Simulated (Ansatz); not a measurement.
Pd: energy change per atom and pressure against volume scale

Results calculated with Ansatz 0.2.0, not measured. Plane-wave DFT, scalar-relativistic PAW made under PBE with cores redone for the functional, no dispersion; the given relaxed cell is scaled uniformly, energy at zero smearing counts from the unscaled cell, pressure at the given Fermi-Dirac smearing is positive in compression.

The cell before it is scaled or strained (space group Fd-3m, No. 227):
```
CELL_PARAMETERS angstrom
0.00000 2.84430 2.84430
2.84430 0.00000 2.84430
2.84430 2.84430 0.00000
ATOMIC_POSITIONS crystal
Pd 0.12500 0.12500 0.12500
Pd 0.87500 0.87500 0.87500
```

Settings of every row: spin polarised no; functional PBEsol; wave cutoff 420 eV; smearing width 0.1 eV; k mesh 11x11x11.

Atom starting moment: 0 on all atoms.

Limits: the cell comes from a prototype or a list of computed structures and needn't be the stable phase.

```
row  volume scale  V (Å³/atom)  energy change per atom (meV)  pressure (GPa)
  1          0.88       20.249                        107.67           14.92
  2          0.92        21.17                         42.48            8.59
  3          0.96        22.09                          9.09            3.72
  4          1.04       23.931                           9.6           -2.93
  5          1.08       24.851                             ?               ?
  6          1.12       25.772                         69.17           -6.91
```

Question: what energy change per atom and pressure should row 5 give?

Worked fit of energy change per atom. Take u = (V_r/V)^(2/3) − 1 with V_r = 22.09 Å³ an atom, which is twice the finite (Eulerian) strain; such expansions in the strain, on which the Birch-Murnaghan equation of state is built, carry the rest volume and the bulk modulus. The shown rows have u = 0.05973, 0.02877, 0, -0.05197, -0.09767. Least squares give energy change per atom = 9.704 + 774.34 × u + 14236.4 × u² meV; a straight line predicts inner rows, each left out in turn, worse (root mean square 40 against 2.2 meV). The rows lie off it by 0.92, -1.29, -0.61, 1.69, -0.71 (root mean square 1.1 meV). The withheld row has u = -0.07551, so the fit gives 9.704 + 774.34 × (-0.07551) + 14236.4 × (-0.07551)² = 32.41 meV.

The calculation gave 33.71 meV. The fit lies 1.30 meV (3.9 % of the value, 1.3 % of the column's range) below it; its largest miss of a shown row is 1.69 meV.

Worked fit of pressure. Take u = (V_r/V)^(2/3) − 1 with V_r = 22.09 Å³ an atom, which is twice the finite (Eulerian) strain; such expansions in the strain, on which the Birch-Murnaghan equation of state is built, carry the rest volume and the bulk modulus. The shown rows have u = 0.05973, 0.02877, 0, -0.05197, -0.09767. Least squares give pressure = 3.767 + 156.51 × u + 488.4 × u² GPa; a straight line predicts inner rows, each left out in turn, worse (root mean square 1.4 against 0.15 GPa). The rows lie off it by 0.06, -0.08, -0.05, 0.12, -0.05 (root mean square 0.077 GPa). The withheld row has u = -0.07551, so the fit gives 3.767 + 156.51 × (-0.07551) + 488.4 × (-0.07551)² = -5.27 GPa.

The calculation gave -5.17 GPa. The fit lies 0.10 GPa (1.9 % of the value, 0.46 % of the column's range) below it; its largest miss of a shown row is 0.12 GPa.
